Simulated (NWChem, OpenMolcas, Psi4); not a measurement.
## CH5InO2 (SMILES [CH3][In]([OH])[OH]): methods side by side

The species is CH5InO2 (9 atoms), meant as a singlet with charge 0. SMILES: `[CH3][In]([OH])[OH]`. Geometry: relaxed at PBE0-D4/def2-TZVP. This is one conformer, not always the lowest.

| atom | x (Å) | y (Å) | z (Å) |
| --- | --- | --- | --- |
| C | -0.0866 | 0.9202 | -1.3662 |
| In | 0.1229 | -0.3361 | 0.3378 |
| O | 1.4408 | -1.8060 | 0.5009 |
| O | -0.8986 | -0.3129 | 2.0486 |
| H | -1.1264 | 0.9292 | -1.6928 |
| H | 0.2121 | 1.9363 | -1.1077 |
| H | 0.5475 | 0.5489 | -2.1698 |
| H | 1.3655 | -2.2434 | 1.3531 |
| H | -1.5771 | 0.3637 | 2.0961 |

Each level gives the dipole moment (D). The values are calculated.

```json
{"level": "SVWN5/def2-SVP (core potential)", "kind": "LDA", "program": "OpenMolcas", "value (D)": "2.75", "CPU time": "63 s"}
{"level": "revPBE/def2-SVP (core potential)", "kind": "GGA", "program": "OpenMolcas", "value (D)": "2.68", "CPU time": "86 s"}
{"level": "TPSS/def2-SVP (core potential)", "kind": "meta-GGA", "program": "OpenMolcas", "value (D)": "2.71", "CPU time": "1.8 min"}
{"level": "r2SCAN/def2-SVP (core potential)", "kind": "meta-GGA", "program": "OpenMolcas", "value (D)": "2.88", "CPU time": "92 s"}
{"level": "B3LYP/def2-SVP (core potential)", "kind": "global hybrid", "program": "NWChem", "value (D)": "2.90", "CPU time": "63 s"}
{"level": "M06-2X/def2-SVP (core potential)", "kind": "hybrid meta-GGA", "program": "NWChem", "value (D)": "3.06", "CPU time": "53 s"}
{"level": "TPSSh/def2-SVP (core potential)", "kind": "hybrid meta-GGA", "program": "Psi4", "value (D)": "2.82", "CPU time": "31 s"}
{"level": "wB97X-V/def2-SVP (core potential)", "kind": "range-separated hybrid", "program": "Psi4", "value (D)": "2.97", "CPU time": "1.9 min"}
```

The values span 2.68 to 3.06 D. Magnitudes only. CPU times are rough (shared hosts, several kinds of processor): they show what a rung costs within a factor of a few.

All eight functionals describe a clearly polar molecule, and their disagreement is modest compared with the dipole itself. The polarity comes mainly from the In–O bonds, in which electropositive indium(III) gives up charge to oxygen. The O–H bonds and the less polar In–C bond add vectorially, so the total also depends on how the hydroxyl groups are turned.

The hybrids tend to give larger dipoles than the functionals without exact exchange, but the groups overlap: r2SCAN, at 2.88 D, lies above TPSSh, at 2.82 D. The closest like-for-like comparison is TPSS to TPSSh, where the dipole rises from 2.71 to 2.82 D, probably because exact exchange curbs the back-donation of oxygen lone-pair density into the empty indium 5p orbital. Nor does the dipole rise steadily from LDA through GGA to meta-GGA.

The spread measures sensitivity to the functional, not accuracy, and because every level shares a small basis without diffuse functions, it leaves any common basis-set error untested.
